**Errors in the atomization energy of the PH₂ radical at 35 levels of theory**

The table holds the error of the atomization energy of PH₂ against UCCSDT(Q) in the cc-pV(T+d)Z basis with frozen core (Ansatz 0.2.0), for wavefunction methods, density functionals and RPA. The program splits thirteen wavefunction errors into a molecular and an atomic part and tests a parameter-free estimate in which a level misses the same fraction of correlation energy in both. The estimate is 17 to 35 % too large for MP2 and CCSD, two to three and a half times too large for the (T) rows, and too small for CISD, which misses twice the fraction in the molecule that it misses in the atoms. All 18 functional and RPA rows are positive against this finite-basis reference, and the output gives their spread by family, the change with exact exchange and the growth in correlation binding that would erase selected errors.

Errors in the atomization energy of PH₂ (neutral doublet), calculated with Ansatz 0.2.0 at the levels listed, in the cc-pV(T+d)Z basis at the MP2(full)/6-31G* geometry, with cores frozen in the correlated wavefunction levels. The valence active space holds 7 electrons in 6 orbitals, and no zero-point or spin–orbit term is included.

## Script

```python
# Table: error (kJ/mol) of the atomization energy of the PH2 radical at 35 levels against UCCSDT(Q),
# Ansatz 0.2.0, cc-pV(T+d)Z, frozen core. Tested: split of errors into molecule and atoms, the estimate
# "same fraction of correlation missed in molecule and atoms", and differences among functionals.
T = {
    'row_level': ['RHF', 'UHF', 'RMP2', 'UMP2', 'CISD', 'RCCSD', 'UCCSD', 'RCCSD(T)', 'UCCSD(T)', 'BCCD(T)', 'RCCSDT', 'UCCSDT', 'RCCSDT(Q)', 'CASSCF valence', 'NEVPT2 valence', 'MRCISD valence', 'MRCISD+Q valence', 'SPW92', 'PBE', 'BLYP', 'revPBE', 'r2SCAN', 'B97M-V', 'PBE0', 'B3LYP', 'r2SCANh', 'r2SCAN0', 'BHLYP', 'CAM-B3LYP', 'wB97X-V', 'wB97M-V', 'HSE06', 'B2PLYP', 'PBE-QIDH', 'RPA-PBE'],
    'row_error': [-183.3, -169.61, -25.94, -28.68, -26.74, -5.28, -4.95, -0.34, -0.51, -0.35, -0.1, -0.18, 0.09, -92.01, -28.97, -7.81, -1.74, 103.06, 22.83, 35.36, 11.27, 27.75, 43.12, 16.66, 39.75, 25.07, 21.38, 27.06, 38.24, 42.14, 34.71, 17.06, 21.27, 4.3, 6.63],  # kJ/mol
}
import numpy as np
from scipy.constants import e, N_A
k = e * N_A / 1e3  # kJ/mol per eV
L = T['row_level']
E = dict(zip(L, T['row_error']))
D0 = 623.7  # reference atomization energy, kJ/mol, from the description of the series
# molecular energies and parts (eV), S^2 and geometry: further outputs of the same runs
R0, U0, REF, SING, S2 = -9303.11918, -9303.26981, -9307.91700, -0.081598, 0.76944
M = {'RHF': R0, 'UHF': U0, 'RMP2': R0 - 0.65804 - 3.168495 + SING, 'UMP2': U0 - 0.64757 - 3.083321,
     'CISD': -9307.52678, 'RCCSD': R0 - 4.611282, 'UCCSD': U0 - 4.465876,
     'RCCSD(T)': -9307.88682, 'UCCSD(T)': -9307.88690, 'BCCD(T)': -9307.88674,
     'RCCSDT': -9307.91615 + 0.0051709, 'UCCSDT': REF + 0.0050931, 'RCCSDT(Q)': -9307.91615}
print(f"P-H {np.hypot(1.03, 0.98):.2f} A, angle {2*np.degrees(np.arctan(1.03/0.98)):.0f} deg; UHF S^2 excess {S2-0.75:.3f}, quartet weight about {100*(S2-0.75)/3:.1f} %")
print("energies in kJ/mol; table rounded to 0.01, split below good to about 0.01")
print(f"opposite-spin valence pairs: molecule {4*3}, P atom {4*1}")
for h in ('RHF', 'UHF'):
    print(f"{h}: misses {-100*E[h]/D0:.1f} % of {D0}, {-E[h]/2:.1f} per bond ({-E[h]/2/k:.2f} eV)")
mol = {l: (M[l] - REF) * k for l in M}
at = {l: mol[l] + E[l] for l in M}
fm, fa = {}, {}
print("level: error | molecule, atoms above reference | % correlation missed molecule, atoms | equal-fraction estimate")
for l in M:
    h = 'UHF' if l[0] == 'U' else 'RHF'
    fm[l], fa[l] = mol[l] / mol[h], at[l] / at[h]
    print(f"{l:10s}{E[l]:8.2f} |{mol[l]:8.2f}{at[l]:8.2f} |{100*fm[l]:7.2f}{100*fa[l]:7.2f} |{fm[l]*E[h]:8.2f}")
q = {l: fm[l] * E['UHF' if l[0] == 'U' else 'RHF'] / E[l] for l in M if 'HF' not in l}
print("estimate/error: " + ", ".join(f"{l} {v:.2f}" for l, v in q.items()))
for a, b in (('RHF', 'UHF'), ('RMP2', 'UMP2'), ('RCCSD(T)', 'UCCSD(T)'), ('CISD', 'RCCSD')):
    print(f"{a} less {b}: error {E[a]-E[b]:.2f}, molecule {mol[a]-mol[b]:.2f}, atoms {at[a]-at[b]:.2f}")
print(f"RMP2 singles in molecule {SING*k:.2f}; CISD fraction missed molecule/atoms {fm['CISD']/fa['CISD']:.2f}")
print(f"binding gained (U): (T) {E['UCCSD(T)']-E['UCCSD']:.2f}, full T {E['UCCSDT']-E['UCCSD(T)']:.2f}, (Q) {-E['UCCSDT']:.2f}")
print(f"UCCSD(T): {100*at['UCCSD(T)']/mol['UCCSD(T)']:.0f} % of the molecule's error cancels against the atoms")
g = E['CASSCF valence'] - E['RHF']
print(f"CASSCF gains {g:.2f} on RHF = {-100*g/E['RHF']:.0f} % of RHF error, {100*g/mol['RHF']:.0f} % of molecule correlation if atoms gain nothing")
dq = E['MRCISD+Q valence'] - E['MRCISD valence']
print(f"NEVPT2 less RMP2 {E['NEVPT2 valence']-E['RMP2']:.2f}; MRCISD less CISD {E['MRCISD valence']-E['CISD']:.2f}; +Q adds {dq:.2f} = {-100*dq/E['MRCISD valence']:.0f} % of MRCISD error")
i = L.index('SPW92')
wf, df = L[:i], L[i:]
print(f"wavefunction rows {len(wf)}: negative {sum(E[l] < 0 for l in wf)}, within 4.184 of reference {sum(abs(E[l]) < 4.184 for l in wf)}")
print(f"functional and RPA rows {len(df)}: positive {sum(E[l] > 0 for l in df)}, within 4.184 of reference {sum(abs(E[l]) < 4.184 for l in df)}")
fam = {'local': ['SPW92'], 'PBE type': ['PBE', 'revPBE', 'PBE0', 'HSE06'], 'r2SCAN type': ['r2SCAN', 'r2SCANh', 'r2SCAN0'],
       'LYP type': ['BLYP', 'B3LYP', 'BHLYP', 'CAM-B3LYP'], 'B97 type': ['B97M-V', 'wB97X-V', 'wB97M-V'],
       'with virtual orbitals': ['B2PLYP', 'PBE-QIDH', 'RPA-PBE']}
for f, r in fam.items():
    v = np.array([E[l] for l in r])
    print(f"{f}: {v.min():.2f} to {v.max():.2f}, mean {v.mean():.2f}, per bond {v.mean()/2:.1f}, {100*v.mean()/D0:.1f} % of binding")
sl = []
for a, b, x in (('PBE', 'PBE0', .25), ('r2SCAN', 'r2SCANh', .10), ('r2SCAN', 'r2SCAN0', .25), ('BLYP', 'BHLYP', .50), ('BLYP', 'B3LYP', .20)):
    sl.append((E[b] - E[a]) / x / 10)  # x: nominal exact-exchange fraction defining the hybrid
    print(f"{a} to {b}: change {E[b]-E[a]:+.2f}, per 10 % exact exchange {sl[-1]:+.2f}")
print(f"B3LYP above the BLYP-BHLYP line at 20 %: {E['B3LYP']-E['BLYP']-2*sl[3]:.2f}; HSE06 less PBE0 {E['HSE06']-E['PBE0']:.2f}")
print(f"PBE less SPW92 {E['PBE']-E['SPW92']:.2f}; revPBE less PBE {E['revPBE']-E['PBE']:.2f}; BLYP less PBE {E['BLYP']-E['PBE']:.2f}")
o = [E[l] for f in ('PBE type', 'r2SCAN type', 'LYP type', 'B97 type') for l in fam[f]]
print(f"{len(o)} ordinary gradient-corrected rows: spread {max(o)-min(o):.2f}, least possible worst error after a common shift {(max(o)-min(o))/2:.2f}")
print("rise of correlation binding (UHF error) needed to erase: " + ", ".join(f"{l} {-100*E[l]/E['UHF']:.0f} %" for l in ('revPBE', 'PBE0', 'PBE', 'B3LYP', 'B97M-V', 'SPW92')))
assert E['UHF'] < E['UMP2'] < E['UCCSD'] < E['UCCSD(T)'] < E['UCCSDT'] < 0
assert all(E[l] > 0 for l in df)
assert fm['CISD'] > 1.5 * fa['CISD'] and fm['RCCSD'] < 1.5 * fa['RCCSD']
assert all(s < 0 for s in sl[:4]) and sl[4] > 0
```

Running it gives:

```
P-H 1.42 A, angle 93 deg; UHF S^2 excess 0.019, quartet weight about 0.6 %
energies in kJ/mol; table rounded to 0.01, split below good to about 0.01
opposite-spin valence pairs: molecule 12, P atom 4
RHF: misses 29.4 % of 623.7, 91.7 per bond (0.95 eV)
UHF: misses 27.2 % of 623.7, 84.8 per bond (0.88 eV)
level: error | molecule, atoms above reference | % correlation missed molecule, atoms | equal-fraction estimate
RHF        -183.30 |  462.92  279.62 | 100.00 100.00 | -183.30
UHF        -169.61 |  448.39  278.78 | 100.00 100.00 | -169.61
RMP2        -25.94 |   85.84   59.90 |  18.54  21.42 |  -33.99
UMP2        -28.68 |   88.41   59.73 |  19.72  21.43 |  -33.44
CISD        -26.74 |   37.65   10.91 |   8.13   3.90 |  -14.91
RCCSD        -5.28 |   18.00   12.72 |   3.89   4.55 |   -7.13
UCCSD        -4.95 |   17.49   12.54 |   3.90   4.50 |   -6.62
RCCSD(T)     -0.34 |    2.91    2.57 |   0.63   0.92 |   -1.15
UCCSD(T)     -0.51 |    2.90    2.39 |   0.65   0.86 |   -1.10
BCCD(T)      -0.35 |    2.92    2.57 |   0.63   0.92 |   -1.16
RCCSDT       -0.10 |    0.58    0.48 |   0.13   0.17 |   -0.23
UCCSDT       -0.18 |    0.49    0.31 |   0.11   0.11 |   -0.19
RCCSDT(Q)     0.09 |    0.08    0.17 |   0.02   0.06 |   -0.03
estimate/error: RMP2 1.31, UMP2 1.17, CISD 0.56, RCCSD 1.35, UCCSD 1.34, RCCSD(T) 3.39, UCCSD(T) 2.15, BCCD(T) 3.30, RCCSDT 2.30, UCCSDT 1.03, RCCSDT(Q) -0.36
RHF less UHF: error -13.69, molecule 14.53, atoms 0.84
RMP2 less UMP2: error 2.74, molecule -2.57, atoms 0.17
RCCSD(T) less UCCSD(T): error 0.17, molecule 0.01, atoms 0.18
CISD less RCCSD: error -21.46, molecule 19.65, atoms -1.81
RMP2 singles in molecule -7.87; CISD fraction missed molecule/atoms 2.08
binding gained (U): (T) 4.44, full T 0.33, (Q) 0.18
UCCSD(T): 82 % of the molecule's error cancels against the atoms
CASSCF gains 91.29 on RHF = 50 % of RHF error, 20 % of molecule correlation if atoms gain nothing
NEVPT2 less RMP2 -3.03; MRCISD less CISD 18.93; +Q adds 6.07 = 78 % of MRCISD error
wavefunction rows 17: negative 16, within 4.184 of reference 7
functional and RPA rows 18: positive 18, within 4.184 of reference 0
local: 103.06 to 103.06, mean 103.06, per bond 51.5, 16.5 % of binding
PBE type: 11.27 to 22.83, mean 16.95, per bond 8.5, 2.7 % of binding
r2SCAN type: 21.38 to 27.75, mean 24.73, per bond 12.4, 4.0 % of binding
LYP type: 27.06 to 39.75, mean 35.10, per bond 17.6, 5.6 % of binding
B97 type: 34.71 to 43.12, mean 39.99, per bond 20.0, 6.4 % of binding
with virtual orbitals: 4.30 to 21.27, mean 10.73, per bond 5.4, 1.7 % of binding
PBE to PBE0: change -6.17, per 10 % exact exchange -2.47
r2SCAN to r2SCANh: change -2.68, per 10 % exact exchange -2.68
r2SCAN to r2SCAN0: change -6.37, per 10 % exact exchange -2.55
BLYP to BHLYP: change -8.30, per 10 % exact exchange -1.66
BLYP to B3LYP: change +4.39, per 10 % exact exchange +2.20
B3LYP above the BLYP-BHLYP line at 20 %: 7.71; HSE06 less PBE0 0.40
PBE less SPW92 -80.23; revPBE less PBE -11.56; BLYP less PBE 12.53
14 ordinary gradient-corrected rows: spread 31.85, least possible worst error after a common shift 15.92
rise of correlation binding (UHF error) needed to erase: revPBE 7 %, PBE0 10 %, PBE 13 %, B3LYP 23 %, B97M-V 25 %, SPW92 61 %
```
